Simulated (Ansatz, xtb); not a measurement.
# Relative energy of two isomers of C6H7FGe

Structure I: `Fc1ccc[c]([GeH3])c1`, a singlet. Structure II: `C#[C][Ge]1([F])[CH2]C=C[CH2]1`, a singlet. Both are isolated molecules in the gas phase, relaxed with B3LYP-D3(BJ)/def2-SVP; the shapes shown needn't be the lowest conformers.

I (Å):

```yaml
atoms:
  - { symbol: C, position_ang: [0.3732, -1.4696, 0.0169] }
  - { symbol: C, position_ang: [1.4891, -0.7158, 0.3723] }
  - { symbol: C, position_ang: [1.2983, 0.4368, 1.1377] }
  - { symbol: C, position_ang: [0.0136, 0.8201, 1.5342] }
  - { symbol: C, position_ang: [-1.1060, 0.0549, 1.1680] }
  - { symbol: C, position_ang: [-0.9148, -1.1049, 0.4013] }
  - { symbol: F, position_ang: [0.5437, -2.5808, -0.7149] }
  - { symbol: Ge, position_ang: [-2.9104, 0.6054, 1.6945] }
  - { symbol: H, position_ang: [2.4803, -1.0403, 0.0510] }
  - { symbol: H, position_ang: [2.1623, 1.0390, 1.4288] }
  - { symbol: H, position_ang: [-0.1119, 1.7228, 2.1376] }
  - { symbol: H, position_ang: [-3.7990, -0.6445, 1.8515] }
  - { symbol: H, position_ang: [-2.8369, 1.3772, 3.0269] }
  - { symbol: H, position_ang: [-3.5319, 1.5248, 0.6216] }
  - { symbol: H, position_ang: [-1.7486, -1.7409, 0.0951] }
```

II (Å):

```yaml
atoms:
  - { symbol: C, position_ang: [-3.6924, -0.0511, -0.7242] }
  - { symbol: C, position_ang: [-2.5351, 0.1123, -0.3864] }
  - { symbol: C, position_ang: [-0.4551, 1.0630, 1.9965] }
  - { symbol: C, position_ang: [0.4675, 0.0289, 2.6017] }
  - { symbol: C, position_ang: [0.8247, -1.0676, 1.9095] }
  - { symbol: C, position_ang: [0.3145, -1.2999, 0.5051] }
  - { symbol: F, position_ang: [0.0426, 1.3403, -1.0019] }
  - { symbol: Ge, position_ang: [-0.7410, 0.3271, 0.1988] }
  - { symbol: H, position_ang: [-4.7137, -0.1909, -1.0294] }
  - { symbol: H, position_ang: [-1.3969, 1.1679, 2.5603] }
  - { symbol: H, position_ang: [0.0070, 2.0632, 1.9505] }
  - { symbol: H, position_ang: [0.8466, 0.1870, 3.6173] }
  - { symbol: H, position_ang: [1.4962, -1.8079, 2.3582] }
  - { symbol: H, position_ang: [-0.2950, -2.2153, 0.4248] }
  - { symbol: H, position_ang: [1.1320, -1.3906, -0.2296] }
```

Quicker runs give these differences E(II) − E(I): GFN2-xTB +29.6 kcal/mol; HF/STO-3G +31.8 kcal/mol (at GFN2-xTB geometries); r2SCAN-D4/def2-SVP +22.6 kcal/mol (at GFN2-xTB geometries).

Problem. Estimate E(II) − E(I) at the level CCSD(T)/def2-SVP + ΔMP2/def2-TZVPP.

Solution. Calculated at CCSD(T)/def2-SVP + ΔMP2/def2-TZVPP: E(II) − E(I) = +3.7 kcal/mol, so structure I lies lower.

Level by level:

```
                             level               geometry  E(II) − E(I) (kcal/mol)  departure from the last row (kcal/mol)  job, with rough time for the two
                          GFN2-xTB               GFN2-xTB                     +29.6                                   +25.9              optimisation, 0.19 s
                         HF/STO-3G               GFN2-xTB                     +31.8                                   +28.1              single point, 0.64 s
                r2SCAN-D4/def2-SVP               GFN2-xTB                     +22.6                                   +18.9               single point, 5.8 s
             B3LYP-D3(BJ)/def2-SVP  B3LYP-D3(BJ)/def2-SVP                     +20.8                                   +17.1                optimisation, 64 s
                       HF/def2-SVP  B3LYP-D3(BJ)/def2-SVP                     +12.5                                    +8.8           part of the CCSD(T) run
                      MP2/def2-SVP  B3LYP-D3(BJ)/def2-SVP                     +12.1                                    +8.4           part of the CCSD(T) run
                  CCSD(T)/def2-SVP  B3LYP-D3(BJ)/def2-SVP                     +11.9                                    +8.2                      single point
CCSD(T)/def2-SVP + ΔMP2/def2-TZVPP  B3LYP-D3(BJ)/def2-SVP                      +3.7                                                     single point, 3.7 min
```

As drawn, II has 1 C≡C, 2 C–Ge, 1 F–Ge, 2 C–C, 1 C=C, 3 C–H in place of 1 C–F, 6 C∷C, 3 Ge–H (∷ is an aromatic bond). Structure I has a 6-membered ring (with an aromatic ring), II a 5-membered ring.

None of the levels shown reverses the order. The largest departure from CCSD(T)/def2-SVP + ΔMP2/def2-TZVPP is that of HF/STO-3G, 28.1 kcal/mol. A small imaginary or near-zero mode remains, so no thermal terms are given. The last row adds to CCSD(T) the change of the MP2 difference between the two basis sets, here −8.2 kcal/mol, a large step that makes the value less sure.

The correlated steps freeze 16 core orbitals; the filled d shell of Ge is correlated, in a basis made for valence electrons. Run with Ansatz 0.2.0, xtb 6.7.1; the last row on 4 threads of Arm Neoverse V1 on a shared host.

The fluorophenylgermane is the lower of the two isomers, but only by a modest margin for a comparison between an arene and a structure containing an alkyne and an isolated alkene. Losing aromaticity and forming a C≡C bond both cost II energy. Much of this is probably recovered by exchanging weak Ge–H bonds for stronger C–H bonds, and by placing fluorine on electropositive germanium, where the bond is strongly polar.

In the def2-SVP basis, HF, MP2 and CCSD(T) nearly coincide, so correlation contributes little net to the difference, presumably through cancellation between very different bonding patterns. The larger basis favours II, perhaps because the compact set describes the electron-rich fluorine and the polarised Ge–F bond poorly. Basis size cannot be the whole reason the density functionals favour I more strongly, since they lie well above CCSD(T) in the same basis.

The energy ordering says nothing about how readily the isomers interconvert, which would require extensive reorganisation of the carbon skeleton.
